Geometric phase as a sign change between path classes: H + H2 with inelastic–reactive exchange interference

1. Statement

Notation. GP denotes the scattering problem on the lowest adiabatic surface of H3 with the sign change of the electronic function around the conical intersection included. NGP denotes the same problem with that sign change ignored. It is a reference problem and not a physical one. Energies are in eV, lengths in Å, cross sections in Å², angular momenta in units of ħ. J is the total angular momentum without spins, λ = J + 1/2, and k is the wavenumber of the entrance channel. The angle θ lies between the incoming and the outgoing velocity of the free atom relative to the molecule, for inelastic and reactive events alike. Amplitudes are normalised so that dσ/dΩ = |f|².

Result A. For every state-to-state transition there are two amplitudes f_e and f_o, each a sum over one class of nuclear paths on the double cover of configuration space, with

(1) f_NGP = (f_e + f_o)/√2, f_GP = (f_e − f_o)/√2,

(2) dσ_NGP/dΩ − dσ_GP/dΩ = 2 Re(f_e* f_o).

The factor 1/√2 is a normalisation that makes (1) an orthogonal transformation. It means that f_e and f_o are √2 times the amplitudes generated by a unit incoming wave on the double cover.

Result B. For three identical protons the classes are fixed by the parity of m, the net number of transition states crossed around the intersection. With g_m the amplitude of the paths of net count m modulo 6, a para → para transition has f_e = √2 (g_0 − g_−2) and f_o = √2 (g_3 − g_1). When only direct inelastic paths (g_0) and one-transition-state reactive paths (g_1) matter,

(3) para → para: |g_0 ∓ g_1|²; ortho → ortho: |g_0 ± g_1|² + 2|g_1|²; para → ortho: 3|g_1|²; ortho → para: |g_1|²,

with the upper sign for NGP and the lower sign for GP.

Result C. In the integral cross section

(4) σ_NGP − σ_GP = (2π/k²) Re Σ_J (2J+1) T_e^J* T_o^J.

The phase of the summand advances by Θ_o − Θ_e per unit of J, where Θ_e and Θ_o are the deflection functions of the two classes. The sum is small when the moduli vary slowly with J and Θ_o − Θ_e stays away from multiples of 2π. Scattering into opposite branches, one class nearside at θ_e and the other farside at θ_o, gives a step of size θ_e + θ_o and meets the condition unless both angles tend to 0 or both to π. The summand alternates as (−1)^J in the special case θ_e + θ_o = π, which rebound inelastic and rebound reactive scattering realise at small J.

2. Premises

P1. The nuclei move on one adiabatic surface. The electronic Hamiltonian is spin-free and real, so the ground electronic function χ(q; X) of the electron coordinates q at nuclear configuration X can be taken real.

P2. The only degeneracy of the ground state that needs attention is the seam of equilateral geometries, where it is one component of an E′ pair with nonzero linear coupling.

P3. GP and NGP use the same differential operator H, kinetic energy plus potential. A diagonal Born–Oppenheimer correction is kept in both or dropped in both, and the nuclear function is regular at the seam.

P4. Nuclear spins are conserved and enter only through the antisymmetry of the total wave function under exchange of two protons. The asymptotic electronic state is H(1s) + H2(X ¹Σg⁺).

P5, used only for the estimates in Result C. The class S-matrix elements have moduli and deflection functions that vary slowly with J.

3. The winding angle

Let x1, x2, x3 be the proton positions and ω = exp(2πi/3). Define the complex vector

(5) z = √(2/3) (x1 + ω² x2 + ω x3) = R̄ + i r̄, R̄ = (2x1 − x2 − x3)/√6, r̄ = (x3 − x2)/√2.

R̄ and r̄ are the scaled Jacobi vectors of arrangement 1, atom 1 plus molecule 23, so z ranges over the whole six-dimensional space left after removal of the centre of mass. Expanding the scalar product without complex conjugation and using 1 + ω + ω² = 0 gives

(6) w = z·z = R̄² − r̄² + 2i R̄·r̄ = −(2/3)(r23² + ω r13² + ω² r12²).

A real combination of 1, ω, ω² vanishes only when its three coefficients are equal, so w = 0 exactly on the seam. Off the seam φ = arg w is a smooth angle, unchanged by overall rotation. With atom 1 far away r12 ≈ r13 dominate, −(ω + ω²) = 1 and φ → 0. In the same way arrangement 2 lies at φ = 2π/3 and arrangement 3 at φ = 4π/3. For the symmetric collinear geometry 1–3–2, put x3 = 0 and x1 = −x2. Then w is proportional to (ω² − 1)² = 3 exp(iπ/3), so this transition state lies at φ = π/3, and the other two lie at π and 5π/3.

The relabelling C defined by x2′ = x1, x3′ = x2, x1′ = x3 gives z′ = ω² z, hence w′ = ω w and φ′ = φ + 2π/3. The exchange P of protons 2 and 3 reverses r̄ and sends φ to −φ.

The winding number of φ classifies closed paths completely. The set of configurations with fixed w, say w = 1, obeys R̄² − r̄² = 1 and R̄·r̄ = 0. Shrinking r̄ to zero while rescaling R̄ contracts this set onto a two-sphere, which is connected and simply connected. A closed path along which φ has zero net winding can therefore be contracted to a point without touching the seam.

4. The sign of the electronic function

Near the seam P2 gives, in a fixed real basis for the E′ pair and apart from a multiple of the unit matrix, the matrix κρ with rows (cos φ′, sin φ′) and (sin φ′, −cos φ′). Here ρ is the distance from the seam, κ > 0 the linear coupling, and φ′ = ±φ + constant, because w is linear in the e′ displacement near the seam. The lower eigenvector is (−sin(φ′/2), cos(φ′/2)), as multiplication confirms, with eigenvalue −κρ. It changes sign when φ′ grows by 2π. A real, normalised, nondegenerate eigenvector continued around a loop returns as ± itself, and this sign cannot change under a continuous deformation of the loop that avoids degeneracies. With section 3 the sign for any loop is (−1)^n, n being the winding number of φ. This is the rule discussed by Herzberg and Longuet-Higgins in 1963 and brought into nuclear dynamics by Mead and Truhlar in 1979.

The double cover is the space in which φ runs over an interval of 4π, all other coordinates unchanged. On it the continued function χ̃ is single-valued and obeys χ̃(φ + 2π) = −χ̃(φ). The cover has six asymptotic channels at φ = 2πm/3, m = 0, …, 5 modulo 6. Channels m and m + 3 are two copies of one arrangement.

For identical nuclei one more sign is needed. The electronic Hamiltonian depends on where protons are and not on their labels, so H_el(CX) = H_el(X) as operators on q. Fix χ_1 in arrangement 1 and define χ_2(q; CX) = χ_1(q; X) and χ_3(q; C²X) = χ_1(q; X). These are the asymptotic states that permutations carry into one another without a sign. Take a path γ from X to CX over one transition state, Δφ = 2π/3. Continuation of χ_1 along γ ends at s χ_2 with s = ±1. The relabelled path Cγ meets the same sequence of electronic Hamiltonians, so it carries χ_2 to s χ_3, and C²γ carries χ_3 to s χ_1. The three pieces form a loop of winding number one, so s³ = −1 and

(7) s = −1: χ̃ in channel m equals (−1)^m times the permutation-adapted χ_α of that arrangement.

NGP amounts to setting s = +1. For the exchange P, lifted to the cover as φ → −φ, the functions χ̃(q; PX) and χ̃(q; X) are continuous eigenvectors of the same operator. They agree up to a sign that is constant on the connected cover. In channel 0 the exchange is reached by turning the molecule end over end, under which Σg⁺ is even, so the sign is + everywhere.

5. Proof of Result A

The total function ψχ̃ must be single-valued on the physical space. Hence the GP nuclear function obeys ψ(φ + 2π) = −ψ(φ), while the NGP function obeys ψ(φ + 2π) = +ψ(φ). Both are single-valued on the cover.

Lift H to the cover. Let τ be the shift (τψ)(φ) = ψ(φ + 2π). The coefficients of H have period 2π, so τ commutes with H, and τ² = 1. Functions on the cover split into the eigenspaces τ = +1 and τ = −1, in which H is the NGP and the GP Hamiltonian respectively, by P3.

Let Ψ be the scattering solution on the cover with a unit incoming wave in rovibrational state n of channel m = 0, none in the other five channels, and outgoing amplitude g_m(θ) into state n′ of channel m. The final-state functions in arrangements 2 and 3 are taken as the images Cu and C²u of the function u of arrangement 1, which fixes the phases of the g_m. In the path-integral form of the Green function on the cover, g_m collects all paths whose net change of φ is 2πm/3 modulo 4π. Recrossings of a transition state cancel in m.

Form Ψ± = (1 ± τ)Ψ. Since τ commutes with H, Ψ± solves the Schrödinger equation at the same energy. It satisfies τΨ± = ±Ψ±. On the sheet that holds channel 0 it has a unit incoming wave in state n and nothing else incoming, because τΨ is incoming only in channel 3. Its outgoing amplitude in channel m is g_m ± g_(m+3). The scattering solution with given incoming wave is unique, so Ψ+ is the NGP solution and Ψ− the GP solution:

(8) f_NGP = g_m + g_(m+3), f_GP = g_m − g_(m+3).

Setting f_e = √2 g_m and f_o = √2 g_(m+3) gives (1). Interchanging the names of the two sheets changes only the overall sign of f_GP. Squaring,

(9) |f_NGP|² = (|f_e|² + |f_o|²)/2 + Re(f_e* f_o), |f_GP|² = (|f_e|² + |f_o|²)/2 − Re(f_e* f_o),

and subtraction gives (2). If one class is absent, GP and NGP cross sections coincide. The unwinding of the nuclear wave function on the double cover in this form is due to Althorpe (2006). The smallest model of the argument is a ring of six sites with period three: the sum and the difference of its Green matrix elements G(i, j) and G(i, j+3) are the Green matrices of the periodic and the antiperiodic three-site ring.

Referred to the permutation-adapted states χ_α, the GP amplitude in channel m acquires the factor (−1)^m from (7): (−1)^m (g_m − g_(m+3)) = (−1)^m g_m + (−1)^(m+3) g_(m+3). Every path is thus weighted by (−1)^m. In the three-site ring this corresponds to the sign change of the middle basis function, which turns the antiperiodic ring into a ring with all three couplings reversed. The nonreactive amplitude f_N (1 → 1) and the reactive amplitude f_R (1 → 2) are therefore

(10) f_N = g_0 ± g_3, f_R = g_−2 ± g_1,

upper sign NGP, lower sign GP, with g_−2 = g_4.

6. Proof of Result B

Let the entrance molecule 23 have rotational quantum number j and the exit molecule j′. By section 4 the channel functions, electronic factor included, have parity (−1)^j and (−1)^j′ under P. The labelled solution Φ = ψχΞ, with nuclear spin function Ξ, is antisymmetric under P when the molecular nuclear spin is I = 0 for even j (para) and I = 1 for odd j (ortho).

Relation between the two reactive arrangements. In the permutation group PC = C²P. Hence P(Cu) = C²Pu = (−1)^j′ C²u and P(C²u) = (−1)^j′ Cu. The reactive outgoing part of the spatial function is f_2 Cu + f_3 C²u, and the spatial function has parity (−1)^j under P because H commutes with P. Comparing coefficients gives f_3 = (−1)^(j+j′) f_2 with f_2 = f_R. The same argument shows f_N = 0 when j + j′ is odd.

Antisymmetrisation. The six permutations are 1, C, C² and these times P. Cyclic permutations are even, so the fully antisymmetric solution is (1 + C + C²)Φ. Each arrangement then carries one unit of incoming flux and the same outgoing flux, so the cross section is the squared outgoing amplitude read in arrangement 1. Three terms contribute there: f_N uΞ from Φ, f_2 u C²Ξ from C² acting on f_2 (Cu)Ξ, and f_3 u CΞ from C acting on f_3 (C²u)Ξ. The amplitude is the spin vector

(11) [f_N + f_R (C² + (−1)^(j+j′) C)] Ξ.

Spin algebra. The eight states of three spins 1/2 form a quartet of total spin 3/2, on which C = 1, and two doublets. For each spin projection the doublets span a plane with basis a (pair 23 in I = 0) and b (pair 23 in I = 1). The operator 1 + C + C² yields states invariant under C, which the plane does not contain, so C + C² = −1 there. C acts on the plane as a rotation by 2π/3, and C² − C is the antisymmetric matrix with elements ±2 sin(2π/3) = ±√3, which maps a onto b and b onto a. The six ortho spin states, three for the molecule times two for the atom, consist of four quartet states and two states b, with weights 2/3 and 1/3 in an unpolarised sample. Then

(12) para → para: |f_N − f_R|²,
para → ortho: 3|f_R|²,
ortho → para: (2/3)·0 + (1/3)·3|f_R|² = |f_R|²,
ortho → ortho: (2/3)|f_N + 2f_R|² + (1/3)|f_N − f_R|² = |f_N + f_R|² + 2|f_R|².

The last equality follows on expanding: the coefficients of |f_N|², |f_R|² and Re(f_N* f_R) are 1, 8/3 + 1/3 = 3 and 8/3 − 2/3 = 2.

Inserting (10), the para → para amplitude is (g_0 − g_−2) ± (g_3 − g_1), which is (1) with the f_e and f_o of Result B. The quartet amplitude is (g_0 + 2g_−2) ± (g_3 + 2g_1), again of the form (1). In each case even m forms one class and odd m the other. Dropping g_−2 and g_3 gives (3). The NGP − GP difference is then −4 Re(g_0* g_1) for para → para, +4 Re(g_0* g_1) for ortho → ortho and zero for para ↔ ortho. No single path has to encircle the seam for this effect, since antisymmetrisation joins the three arrangements into the closed loop of section 4. The sign reversal between reactive and nonreactive amplitudes was found by Mead in 1980. Para ↔ ortho transitions feel the GP only through interference of g_1 with g_−2.

7. Proof of Result C

Partial waves. For helicities Ω → Ω′ each amplitude has the expansion

(13) f(θ) = (1/2ik) Σ_J (2J+1) d^J_Ω′Ω(θ) T^J,

with flux-normalised T = S − δ, where δ = 1 for the elastic element only, and constant phase factors absorbed in T in the same way for both classes. J is conserved on the cover because φ is invariant under rotation, so (1) holds for each T^J. The functions d^J obey ∫ d^J d^J′ sin θ dθ = 2δ_JJ′/(2J+1) over 0 to π. Integrating (2) over 2π sin θ dθ gives (1/4k²)·4π·2 Re Σ (2J+1) T_e* T_o, which is (4). For j > 0 one sums over Ω′ and averages over Ω. Below, Ω = Ω′ = 0 and d^J_00 = P_J(cos θ).

Branches. For λ sin θ ≫ 1,

(14) P_J(cos θ) ≈ (2πλ sin θ)^(−1/2) [exp(−i(λθ − π/4)) + exp(+i(λθ − π/4))].

The first term defines the nearside and the second the farside part of f. Write T^J = |T| exp(iη(λ)) and define the deflection function Θ = dη/dλ, determined modulo 2π because J is an integer. The nearside sum has a stationary phase where Θ = +θ and the farside sum where Θ = −θ, both modulo 2π. Repulsive deflection, Θ > 0, is nearside. The summand of (4) has phase η_o − η_e and step Θ_o − Θ_e. If wave J of class e goes nearside to θ_e and wave J of class o goes farside to θ_o, the step is −(θ_e + θ_o). It lies strictly between −2π and 0 unless both angles are 0 or both are π.

Exact bound. Choose a constant step Δ, put Q = exp(iΔ) and write the summand as β_J Q^J, which defines the complex β_J. Multiplying the sum by 1 − Q and collecting powers of Q,

(15) (1 − Q) Σ β_J Q^J = β_0 + Σ_(J≥1) (β_J − β_(J−1)) Q^J,

given β_J → 0 at large J. Since |1 − Q| = 2|sin(Δ/2)|,

(16) |Σ β_J Q^J| ≤ [|β_0| + Σ |β_J − β_(J−1)|] / (2|sin(Δ/2)|).

For positive β_J with a single maximum the bracket equals 2β_max and the bound is β_max/|sin(Δ/2)|. The whole sum is then no larger than its largest term divided by |sin(Δ/2)|. For β = 2λ exp(−λ²/L²) the maximum is L√(2/e) and the sum without oscillation is close to L², so the relative bound is 0.86/(L|sin(Δ/2)|). It is tightest at Δ = π.

Smooth profiles. The Poisson formula

(17) Σ_(J≥0) F(J + 1/2) = Σ_M (−1)^M ∫ F(λ) exp(2πiMλ) dλ, λ from 0 to ∞, M over all integers,

shows that large contributions arise only from points where Θ_o − Θ_e + 2πM = 0. Without such points the lower end λ = 0 is left. Its size follows from the geometric series Σ exp(iΔλ) = i/(2 sin(Δ/2)), taken with a convergence factor. Applying −2i d/dΔ gives

(18) Σ 2λ B(λ) exp(iΔλ) ≈ −B(0) cos(Δ/2)/(2 sin²(Δ/2))

for a slowly varying B, with corrections from the derivatives of B at 0. Relative to L²B(0) this is of order 1/L², and it vanishes at Δ = π. For that case Σ (−1)^J exp(−tλ) = 1/(2 cosh(t/2)) = 1/2 − t²/16 + …. Since t^n corresponds to (−1)^n times the n-th derivative at λ = 0, the end contribution to Σ (−1)^J F(λ) is F(0)/2 − F″(0)/16 + …, with even derivatives only. For F = 2λB with B even in λ, that is a function of J(J+1), every term vanishes.

Differential cross sections. At an angle θ reached by both classes, the nearside stationary phase η_e − λθ changes with θ at the rate −λ_e and the farside phase η_o + λθ at the rate +λ_o. The interference term (2) oscillates with period 2π/(λ_e + λ_o). GP and NGP differential cross sections differ by an interchange of maxima and minima, and the integral over θ removes the fringes. This explanation of the cancellation was given by Juanes-Marcos, Althorpe and Wrede (2005) for the one- and two-transition-state paths of the hydrogen exchange reaction.

Origin of (−1)^J in H + H2. In a nearly head-on inelastic collision the atom rebounds, so Θ_N = π − aλ at small λ, which is nearside. A hard sphere of radius R_c, with straight incoming and outgoing legs of wavenumbers k and k′, gives Θ = π − arcsin(λ/kR_c) − arcsin(λ/k′R_c) and the slope (1/k + 1/k′)/R_c. In a rebound abstraction it is the new molecule that returns towards the source, with deflection π − bλ for the vector from atom to molecule. The orbital angular momentum is unchanged when this vector is reversed, and the free atom leaves in the opposite direction, so Θ_R = −bλ, which is farside in the angle θ. In partial waves the same step is the identity P_J(cos(π − θ)) = (−1)^J P_J(cos θ), which also interchanges the two terms of (14). For nonzero helicities the factor is (−1)^J times a sign independent of J, with one helicity reversed. The step of the summand is

(19) Θ_R − Θ_N = −π + (a − b)λ,

an alternation (−1)^J modulated by a slow phase (a − b)λ²/2.

8. Range of validity

Results A and B are exact under P1 to P4, at every energy, angle and J. P1 asks for total energies below the lowest point of the seam, approximately 2.7 eV above the minimum of H + H2. Near and above it the upper surface takes flux, and the diagonal correction, which diverges as 1/ρ² at the seam, is no longer small where the wave function is large. P4 neglects hyperfine and spin–orbit couplings. The reduced form (3) needs g_−2 and g_3 small, which is expected for energies between the collinear barrier, approximately 0.4 eV, and the range where paths pass round the far side of the seam. A small g_−2 adds the term 4 Re(g_−2* g_1) to the para → para difference. By the Cauchy–Schwarz inequality its integral is at most 4(σ_−2 σ_1)^(1/2), where σ_m is the integral of |g_m|². For σ_−2 = 10⁻⁴ σ_1 the bound is 0.04 σ_1.

Equations (4), (15) and (16) are exact. The cancellation itself is not a theorem, and it fails in four situations. First, few partial waves contribute, as in cold collisions, where the single term J = 0 leaves σ proportional to |T_e ± T_o|². Second, Θ_e − Θ_o passes through a multiple of 2π where both moduli are appreciable. This includes two classes on the same branch with crossing deflection functions, and two classes on opposite branches that both scatter forward or both backward. Third, a narrow resonance or a threshold makes T^J irregular in J, so that the bracket in (16) grows. Fourth, the observable does not sum over J with the orthogonality weight, as for reaction probabilities at fixed J and well-resolved differential cross sections. Opposite branches are sufficient in the sense stated and are not necessary: two classes on one branch whose deflection functions never meet also cancel.

9. Numerical illustration

Consider the para → para transition H + H2(v = 0, j = 0) → H + H2(v′ = 1, j′ = 0) at a collision energy of 1.00 eV, with g_−2 = g_3 = 0. With m_H = 1.00783 u the reduced mass is (2/3) m_H = 0.6719 u, k = 17.93 Å⁻¹ and π/k² = 0.00977 Å². An approximate vibrational excitation energy of 0.52 eV leaves 0.48 eV and k′ = 12.42 Å⁻¹. A typical contact distance R_c = 1.5 Å gives a hard-sphere slope of 0.091 rad per unit J.

The S-matrix elements below are a model with chosen inputs and do not come from a dynamics calculation:

(20) S_N = A_N (−1)^J exp(−p_N λ²), S_R = A_R exp(−p_R λ²), p_N = 1/(2L_N²) + ia/2, p_R = 1/(2L_R²) + ib/2,

with A_N = 0.10, A_R = 0.08, L_N = 14, L_R = 12, a = 0.10, b = 0.08 and zero relative phase at λ = 0. The deflection functions are π − aλ and −bλ as in section 7. Then p_N = 0.002551 + 0.050 i and p_R = 0.003472 + 0.040 i. By (3), T_NGP = S_N − S_R and T_GP = S_N + S_R, that is T_e = √2 S_N and T_o = −√2 S_R.

Probabilities P = |T|², in units of 10⁻²:

J = 0: NGP 0.040, GP 3.235
J = 1: NGP 3.197, GP 0.041
J = 2: NGP 0.044, GP 3.119
J = 3: NGP 3.002, GP 0.052
J = 8: NGP 0.302, GP 1.856
J = 9: NGP 1.549, GP 0.397

At fixed J the geometric phase exchanges strong and weak waves. The contrast falls with J through the slow phase of (19).

Incoherent part. The Euler–Maclaurin formula for half-integer points, Σ F = ∫F dλ + F′(0)/24 − 7F‴(0)/5760 + …, gives Σ 2λ exp(−λ²/L²) = L² + 1/12 + 7/(480L²) + …. Hence Σ (2J+1)(|S_N|² + |S_R|²) = 2.883 and σ_0 = 0.0282 Å², the mean of σ_NGP and σ_GP.

Interference part. D = Σ (2J+1)(P_NGP − P_GP) = −4A_N A_R Re Y, with 4A_N A_R = 0.032 and Y = Σ (−1)^J 2λ exp(−qλ²), q = p_N* + p_R = 0.006023 − 0.010 i. Write (−1)^J = sin πλ. The summand 2λ sin(πλ) exp(−qλ²) is even in λ, so Y is half the sum over all half-integers. The Poisson formula on the whole line needs the integral ∫ 2λ sin(αλ) exp(−qλ²) dλ = √π α q^(−3/2) exp(−α²/4q), obtained by differentiating the Gaussian cosine integral with respect to α. The term M = 0 gives this at α = π. The terms M = ±1 together give it once more at α = π and, with a minus sign, at α = 3π. Half the total is

(21) Y = π^(3/2) q^(−3/2) [exp(−π²/4q) − 3 exp(−9π²/4q) + …].

Here Re(1/q) = 44.20, the real part of π²/4q is 109, and log10|Y| = −43.7. In the model σ_NGP = σ_GP = 0.0282 Å². The step (19) would vanish only at λ = π/(a − b) = 157, far outside both windows.

So small a residue belongs to the model, whose profile is an entire even function of λ. Any departure from that form outweighs it, and the scale of such departures is set by the single terms. The largest term of D is at J = 6 and equals −0.294, which is 10 % of 2.883. The partial sums through J = 5 and J = 6 are +0.146 and −0.148, each 5 % of 2.883, so a sum stopped early or one irregular partial wave leaves a GP effect of several per cent. If the factor (−1)^J is removed from S_N, which puts both classes on the farside branch with equal deflections at λ = 0, Y becomes 1/q + 1/12 + … and D = −1.417, which is 49 % of 2.883.

Differential cross section. With P_J(cos θ) ≈ (θ/sin θ)^(1/2) J_0(λθ), the sum replaced by the M = 0 integral of (17), and ∫ 2λ exp(−pλ²) J_0(λθ) dλ = (1/p) exp(−θ²/4p),

(22) Σ 2λ exp(−pλ²) P_J(cos θ) ≈ G(p, θ) = (1/p)(θ/sin θ)^(1/2) exp(−θ²/4p).

Thus g_1 = A_R G(p_R, θ)/2ik and, by the Legendre identity of section 7, g_0 = A_N G(p_N, π − θ)/2ik. At θ = 90° the stationary points are λ_N = π/2a = 15.7 and λ_R = π/2b = 19.6, and the fringe period is 2π/(λ_N + λ_R) = 10.2°. The moduli are |A_N G| = 1.34 and |A_R G| = 0.66, and the phase of g_1 relative to g_0 is 3.04 rad modulo 2π. The incoherent cross section is 1.7 × 10⁻³ Å² sr⁻¹ and the fringe contrast 2|g_0||g_1|/(|g_0|² + |g_1|²) is 0.8. Equation (22) gives |g_0 − g_1|² = 3.1 × 10⁻³ Å² sr⁻¹ for NGP and |g_0 + g_1|² = 0.36 × 10⁻³ Å² sr⁻¹ for GP. The leading omitted piece is the M = 1 term of (17) in g_0, in which π/2 is replaced by 3π/2 inside G. With Re(1/4p_N) = 0.254 its relative size is √3 exp(−2π² × 0.254) = 0.011, which matters only in the small GP value. The full partial-wave sum of (20) gives 3.1 × 10⁻³ and 0.35 × 10⁻³ Å² sr⁻¹. At this angle the geometric phase lowers the differential cross section about ninefold, half a fringe away it raises it, and the integral cross section is unchanged.